# The two-site resonant molecular rectifier

Two localized orbitals in series pass a large current only while their energies coincide. A bias shifts one against the other, so a built-in offset is cancelled in one polarity and doubled in the other. Today I derive the current of this model, the position of its peak, the negative differential conductance (NDC) behind the peak and the rectification ratio. I also show where each statement stops holding. The idea of an asymmetric molecule as a diode goes back to Aviram and Ratner (1974). The two-site picture was used for NDC in a dihydroanthracene junction by Perrin and co-workers (2014).

## Premises

In a 9,10-dihydroanthracene core the two sp$^3$ carbons interrupt the conjugation between the two $\pi$ arms. In the symmetric molecule the two highest occupied orbitals are then nearly the even and odd combinations of one orbital on each arm, split by $2\tau$. Their sum and difference are my sites 1 (left) and 2 (right). Substituting one arm, with fluorine for instance, offsets the sites by $\Delta>0$.

1. One orthonormal orbital per site, spin degenerate, with real hopping $-\tau$.
2. Coherent, elastic transport of independent electrons.
3. Site 1 couples only to lead L and site 2 only to lead R. The leads are wide bands, each giving the self-energy $-i\Gamma/2$, so $\Gamma$ is the full width at half maximum of an isolated site.
4. $\mu_{L,R}=\pm eV/2$ with $e>0$ and energies counted from the equilibrium Fermi level. $I$ is positive when electrons flow from L to R.
5. A fraction $\alpha$ of the bias, $0<\alpha<1$, drops between the sites, and the rest drops equally at the two contacts.

Each site follows its own lead, so $\varepsilon_1=\bar\varepsilon-\Delta/2+\alpha eV/2$ and $\varepsilon_2=\bar\varepsilon+\Delta/2-\alpha eV/2$. The mean $\bar\varepsilon$ is fixed, and the detuning is
$$d=\varepsilon_2-\varepsilon_1=\Delta-\alpha eV .\tag{1}$$

*Question: these are occupied orbitals. Should you not speak of holes?* For independent electrons the transmission does not depend on the filling, so the formulas serve both cases.

## Step 1: transmission

Under premise 2 the Landauer formula holds, with a factor 2 for spin:
$$I=\frac{2e}{h}\int dE\,T(E)\,[f_L-f_R],\qquad T=\mathrm{Tr}\,[\Gamma_L G\,\Gamma_R G^\dagger].\tag{2}$$
Here $G=(E-H_{\rm eff})^{-1}$, $H_{\rm eff}=H-i(\Gamma_L+\Gamma_R)/2$, $\Gamma_L=\mathrm{diag}(\Gamma,0)$ and $\Gamma_R=\mathrm{diag}(0,\Gamma)$. The trace keeps a single term, $T=\Gamma^2|G_{12}|^2$. Put $x=E-\bar\varepsilon$ and $\gamma=\Gamma/2$. Then
$$E-H_{\rm eff}=\begin{pmatrix}x+d/2+i\gamma&\tau\\ \tau&x-d/2+i\gamma\end{pmatrix},\qquad G_{12}=\frac{-\tau}{(x+i\gamma)^2-\Omega^2},$$
with $\Omega^2=\tau^2+d^2/4$, so that $\bar\varepsilon\pm\Omega$ are the eigenvalues of $H$. Because both sites have the same width, the broadening is a multiple of the unit matrix, and the determinant factorizes as $(x-\Omega+i\gamma)(x+\Omega+i\gamma)$. Hence
$$T=\frac{\Gamma^2\tau^2}{PQ},\qquad P=(x-\Omega)^2+\gamma^2,\qquad Q=(x+\Omega)^2+\gamma^2 .\tag{3}$$
Expanding both sides verifies $PQ=(x^2-\Omega^2+\gamma^2)^2+4\Omega^2\gamma^2$. For $\Omega>\gamma$ there are therefore two maxima, at $x^2=\Omega^2-\gamma^2$, of height $\tau^2/\Omega^2=4\tau^2/(4\tau^2+d^2)$. This is the mechanism. At $d=0$ both eigenstates are shared equally between the arms and transmit perfectly. At $|d|\gg\tau$ each retreats to one arm and loses contact with the far lead.

## Step 2: the energy integral

At zero temperature we need the antiderivative of $1/PQ$. Since $x\to-x$ exchanges $P$ and $Q$, try
$$\frac1{PQ}=\frac{Ax+B}{P}+\frac{-Ax+B}{Q}.$$
With $Q-P=4\Omega x$ and $P+Q=2(x^2+\rho^2)$, where $\rho^2=\Omega^2+\gamma^2$, the combined numerator is $(4A\Omega+2B)x^2+2B\rho^2$. Setting it to 1 gives $B=1/2\rho^2$ and $A=-B/2\Omega$. Write $Ax+B=A(x-\Omega)+B/2$ and $-Ax+B=-A(x+\Omega)+B/2$. The $A$ terms integrate to logarithms and the $B$ terms to arctangents:
$$\int\frac{dx}{PQ}=\frac{\Phi(x)}{4\gamma\rho^2},\qquad \Phi=\arctan\frac{x-\Omega}{\gamma}+\arctan\frac{x+\Omega}{\gamma}+\frac{\gamma}{2\Omega}\ln\frac{Q}{P}.\tag{4}$$
$\Phi$ is odd and runs from $-\pi$ to $\pi$. The whole area under $T$ is thus $\Gamma^2\tau^2\,2\pi/(4\gamma\rho^2)=\pi\Gamma\tau^2/\rho^2$, and $4\rho^2=4\tau^2+\Gamma^2+d^2$. Multiplying by $2e/h=e/\pi\hbar$ gives
$$|I|=I_\infty\,\eta,\qquad I_\infty=\frac{e\Gamma}{\hbar}\,\frac{4\tau^2}{4\tau^2+\Gamma^2+d^2},\tag{5}$$
$$\eta=\frac{\Phi(e|V|/2-\bar\varepsilon)-\Phi(-e|V|/2-\bar\varepsilon)}{2\pi}.\tag{6}$$
The sign of $I$ is that of $V$. The window factor $\eta$ is the fraction of the area inside the bias window, so $0\le\eta<1$. Equations (5) and (6) are exact for the model at zero temperature. The simple result $|I|=I_\infty$ needs both resonances well inside the window,
$$e|V|/2-|\bar\varepsilon|-\Omega\gg\max(\Gamma,k_BT).\tag{7}$$
Far inside, the approach is fast, because $T$ falls as $x^{-4}$. For $\bar\varepsilon=0$ and $X=e|V|/2\gg\rho$ the two tails have the area $2\Gamma^2\tau^2/3X^3$, and division by the full area gives $1-\eta\simeq4\gamma\rho^2/3\pi X^3$.

*Question: how do I remember the prefactor?* Take $\tau\gg\Gamma,|d|$. Each eigenstate has half its weight on each site, so it is filled at the rate $\Gamma/2\hbar$ and emptied at the same rate. It is half occupied and passes $e\Gamma/4\hbar$. Two levels and two spins make $e\Gamma/\hbar$, as in (5).

## Step 3: the same current from a balance of populations

A second route checks the factors and supplies the occupations that we need later. With the whole spectrum in a forward window, $f_L=1$ and $f_R=0$, and the one-particle density matrix per spin is $\sigma=\int (dE/2\pi)\,G\,\Gamma_LG^\dagger$. From $H_{\rm eff}G=EG-1$ and its adjoint, $H_{\rm eff}G\Gamma_LG^\dagger-G\Gamma_LG^\dagger H_{\rm eff}^\dagger=G\Gamma_L-\Gamma_LG^\dagger$. Over symmetric limits $\int(dE/2\pi)\,G=-i/2$, since $G$ is analytic in the upper half plane and falls as $1/E$. Therefore
$$-i\,(H_{\rm eff}\sigma-\sigma H_{\rm eff}^\dagger)+\Gamma_L=0 .$$
With $n_i=\sigma_{ii}$, the off-diagonal element reads $(id-\kappa)\sigma_{12}=i\tau(n_1-n_2)$, where $\kappa=\Gamma$ is the damping of the coherence, $\Gamma/2$ from each site. It gives $\mathrm{Im}\,\sigma_{12}=-\tau\kappa(n_1-n_2)/(\kappa^2+d^2)$. The diagonal elements read $\Gamma(1-n_1)=-2\tau\,\mathrm{Im}\,\sigma_{12}=\Gamma n_2$, that is
$$\Gamma(1-n_1)=k\,(n_1-n_2)=\Gamma n_2,\qquad k=\frac{2\tau^2\kappa}{\kappa^2+d^2}.\tag{8}$$
So $n_1+n_2=1$ and $n_2=k/(\Gamma+2k)=2\tau^2/(4\tau^2+\Gamma^2+d^2)$. The outflow of both spins, $2e\Gamma n_2/\hbar$, equals $I_\infty$.

## Step 4: peak and negative differential conductance

Define $W^2=4\tau^2+\Gamma^2$. At forward bias, where (7) holds, $I=I_pW^2/(W^2+d^2)$ with $I_p=(e\Gamma/\hbar)\,4\tau^2/W^2$. This is a Lorentzian in $V$ with its peak at $d=0$,
$$eV_p=\Delta/\alpha ,\tag{9}$$
and a full width $2W/\alpha e$. Using $\partial d/\partial V=-\alpha e$,
$$\frac{dI}{dV}=I_p\,\frac{2\alpha e\,W^2d}{(W^2+d^2)^2}.$$
This is negative for $d<0$, that is for $V>V_p$. The derivative of $d/(W^2+d^2)^2$ is proportional to $W^2-3d^2$, so the steepest descent lies at $d=-W/\sqrt3$, where $W^2+d^2=4W^2/3$ and
$$\left.\frac{dI}{dV}\right|_{\min}=-\frac{3\sqrt3}{8}\,\frac{\alpha e\,I_p}{W}.\tag{10}$$

*Question: does $\eta$ not move the peak?* It does. Near the peak $\ln I=\text{const}-d^2/W^2+\ln\eta$, so the maximum moves by $\delta(eV)=(W^2/2\alpha^2)\,\partial\ln\eta/\partial(eV)$. This is small if (7) holds at $V_p$, where $\Omega=\tau$. If $\Delta/2\alpha<|\bar\varepsilon|+\tau$, the sites align before both levels have entered the window, and (9) is no longer guaranteed. The plain case is the symmetric molecule, $\Delta=0$. There $I_\infty$ is largest at $V=0$, where $\eta=0$, so the maximum is set by the opening of the window. NDC can follow, but $T$ depends on $d^2$ only, so $I(-V)=-I(V)$ and nothing rectifies.

## Step 5: rectification ratio

Reversing the bias changes the sign of $f_L-f_R$ and sends $d$ to $\Delta+\alpha eV$. With $u=\alpha eV>0$, and $\eta_\pm$ the window factors at $\pm V$,
$$R=\frac{|I(V)|}{|I(-V)|}=R_\infty\frac{\eta_+}{\eta_-},\qquad R_\infty=\frac{W^2+(\Delta+u)^2}{W^2+(\Delta-u)^2}.$$
At the current peak $u=\Delta$, the reverse detuning is $2\Delta$, and
$$R_\infty(V_p)=1+\frac{4\Delta^2}{4\tau^2+\Gamma^2}.\tag{11}$$
Two qualifications belong to (11).

First, it is the ratio at the current peak, not the largest one. With $s^2=W^2+\Delta^2$ and $y=2\Delta u/(s^2+u^2)$ we have $R_\infty=(1+y)/(1-y)$. This grows with $y$, and $y$ is largest at $u=s$, where $y=\Delta/s$. So $R_\infty^{\max}=(s+\Delta)/(s-\Delta)=(s+\Delta)^2/W^2$, at a bias above $V_p$. For $\Delta\gg W$ the two values nearly coincide.

Second, (11) needs condition (7) in both polarities. At $-V_p$ the levels have spread to $\Omega_-=\sqrt{\Delta^2+\tau^2}$, while the half window is $\Delta/2\alpha$. Both levels are inside only if
$$\frac{\Delta}{2\alpha}>|\bar\varepsilon|+\sqrt{\Delta^2+\tau^2},\tag{12}$$
which is impossible for $\alpha\ge1/2$. Since $\eta_-<1$, always $R>\eta_+R_\infty$. With a good forward window (11) is thus a lower bound within the model. If one reverse level is well outside and the other well inside, $\eta_-\approx1/2$, because $T$ is even in $x$, and the ratio doubles. If both are outside, only tails conduct and the ratio is much larger.

## What the premises leave out

*Question: a molecule has a charging energy. How large is what you dropped?* It is not small. From (8), $n_1-n_2=(\Gamma^2+d^2)/(W^2+d^2)$, which runs from $\Gamma^2/W^2$ on resonance to 1 far from it. An on-site repulsion $U$ would, in mean field, shift $\varepsilon_1-\varepsilon_2$ by $U(n_1-n_2)$. For $\tau=25$ meV and $\Gamma=10$ meV the imbalance on resonance is 0.038. A typical $U$ of approximately 0.5 eV then swings the detuning by 0.48 eV, against $W=51.0$ meV.

The opposite limit can be solved too. Let the on-site and inter-site repulsions push every two-carrier state out of the window while both one-carrier levels stay well inside, as in the double-dot treatment of Stoof and Nazarov (1996). Let $p_0,p_1,p_2$ be the probabilities of no carrier, a carrier on site 1 and a carrier on site 2, summed over spin. The empty state fills at $2\Gamma/\hbar$, since either spin may enter, so $2\Gamma p_0=\Gamma p_2$. Only site 2 decays, so $\kappa=\Gamma/2$ in the transfer rate $k$ of (8), and $k(p_1-p_2)=\Gamma p_2$. Normalization gives $p_2(1/2+1+\Gamma/k+1)=1$ with $\Gamma/k=(\Gamma^2/4+d^2)/\tau^2$. The current $e\Gamma p_2/\hbar$ is
$$I_{\rm CB}=\frac{e\Gamma}{\hbar}\,\frac{\tau^2}{W_{\rm CB}^2+d^2},\qquad W_{\rm CB}^2=\tfrac52\tau^2+\tfrac14\Gamma^2 .\tag{13}$$
The Lorentzian in $d$, the peak position and the NDC survive. The prefactor and width change, and the ratio becomes $1+4\Delta^2/W_{\rm CB}^2$.

*Question: and vibrations?* The lifetime $\hbar/\Gamma$ is 66 fs for $\Gamma=10$ meV, longer than the 21 fs period of a C=C stretch of approximately 1600 cm$^{-1}$, so the nuclei have time to respond. The direction of the effect is unfavourable. In reverse bias the electron enters on site 2, which lies $2\Delta$ above site 1, and beyond the forward peak it enters on site 1, which is then the higher one. Emission of vibrational quanta opens a downhill path in both cases. A crude measure, which ignores detailed balance, is extra dephasing, $\kappa>\Gamma$ in (8). Then $2e\Gamma n_2/\hbar=(e\Gamma/\hbar)\,4\tau^2/[4\tau^2+\Gamma(\kappa^2+d^2)/\kappa]$, and the ratio of its values at $d=0$ and $d=2\Delta$ is
$$R_\kappa=1+\frac{4\Delta^2\,\Gamma}{\kappa\,(4\tau^2+\Gamma\kappa)} .\tag{14}$$

## Range of validity

Equations (3) to (6) hold for independent electrons, elastic transport, equal and energy-independent widths, a linear shift of the sites and two orbitals only, with (5) and (6) taken at zero temperature. No ordering of $\tau$, $\Gamma$ and $d$ is required. The form $|I|=I_\infty$ needs (7). The peak (9) and the slope (10) need (7) around $V_p$. The ratio (11) needs in addition (12) with a margin, hence $\alpha<1/2$; otherwise use $R_\infty\eta_+/\eta_-$. Quantitative use requires a charging shift small against $W$, dephasing small against $\Gamma$, and a background current through other orbitals small against the reverse current. An unequal drop at the contacts would make $\bar\varepsilon$ depend on $V$, which alters $\eta$ only.

## Numerical illustration

Take a dihydroanthracene-type molecule with $\tau=25$ meV, a zero-offset splitting of 50 meV. As assumed inputs I add $\Gamma=10$ meV, $\Delta=300$ meV, $\bar\varepsilon=0$ and zero temperature, with $\alpha=0.4$ or $0.7$.

Then $W^2=2600$ meV$^2$ and $e\Gamma/\hbar=2.434\ \mu$A, so $I_p=2.34\ \mu$A. At $-V_p$ the detuning is 600 meV and $I_\infty=16.8$ nA. Equation (11) gives 139, and the maximum of $R_\infty$ is 140, at $u=s=304$ meV. The reverse levels sit at $\pm301$ meV, so (12) demands $\alpha<0.498$.

| | $\alpha=0.4$ | $\alpha=0.7$ |
|---|---|---|
| $V_p$ (V) | 0.750 | 0.429 |
| half window at $V_p$ (meV) | 375 | 214 |
| full width of the peak (mV) | 255 | 146 |
| bias of steepest descent (V) | 0.824 | 0.471 |
| minimum $dI/dV$ ($\mu$S) | $-11.9$ | $-20.9$ |
| $\eta_+$ | 1.000 | 1.000 |
| $\eta_-$ | 0.988 | 0.0246 |
| reverse current (nA) | 16.6 | 0.41 |
| $R(V_p)$ | 141 | $5.7\times10^3$ |

For $\alpha=0.4$ the reverse levels are 74 meV inside the window and (11) is good to about one per cent. At 300 K, where $k_BT=25.9$ meV, $|f_L-f_R|$ at those levels drops to 0.95. For $\alpha=0.7$ they are 87 meV outside, and (11) is only a lower bound. In both columns the window moves the forward peak by less than 0.01 mV. The forward levels stay inside the window at $V_p$ for $|\bar\varepsilon|$ up to 350 and 189 meV respectively, which shows how close to the Fermi level the pair has to lie.

Now the neglected terms. In the blockade limit (13), $W_{\rm CB}=39.8$ meV, the peak current is $0.96\ \mu$A and the full-window ratio is 228. An assumed extra dephasing of 25 meV, $\kappa=35$ meV, lowers the ratio in (14) from 139 to 37. A flat background transmission $T_b$ adds $(2e^2/h)VT_b$. At 0.429 V the factor $(2e^2/h)V$ is $33.2\ \mu$A, so an assumed $T_b=10^{-5}$ adds 0.33 nA, comparable with the 0.41 nA of the second column. The large ratio there is the most fragile entry of the table.

*Question: is there a solid-state version?* Two quantum dots or two donors in series in a silicon nanowire transistor realize the same Hamiltonian, usually in the blockade regime and with $d$ tuned by gates. With assumed $\tau=20\ \mu$eV and $\Gamma=1\ \mu$eV, $e\Gamma/\hbar=243$ pA, and (13) gives the model a peak of 97 pA with a half width of $32\ \mu$eV in detuning.

*Question: would I see microamperes in a break junction?* No. All these numbers are the model's, not the molecule's. As typical knowledge, junctions of such molecules carry currents in the nanoampere range, so the model with $\Gamma=10$ meV overshoots by roughly three orders of magnitude. The ratio depends little on that scale while $\Gamma\ll2\tau$. Choosing $\Gamma=0.01$ meV so as to reach the typical range gives $I_p=2.43$ nA and a ratio (11) of 145. Such a narrow level lives a thousand times longer, however, and there (13) and (14) describe the junction better than the coherent independent-electron result (11).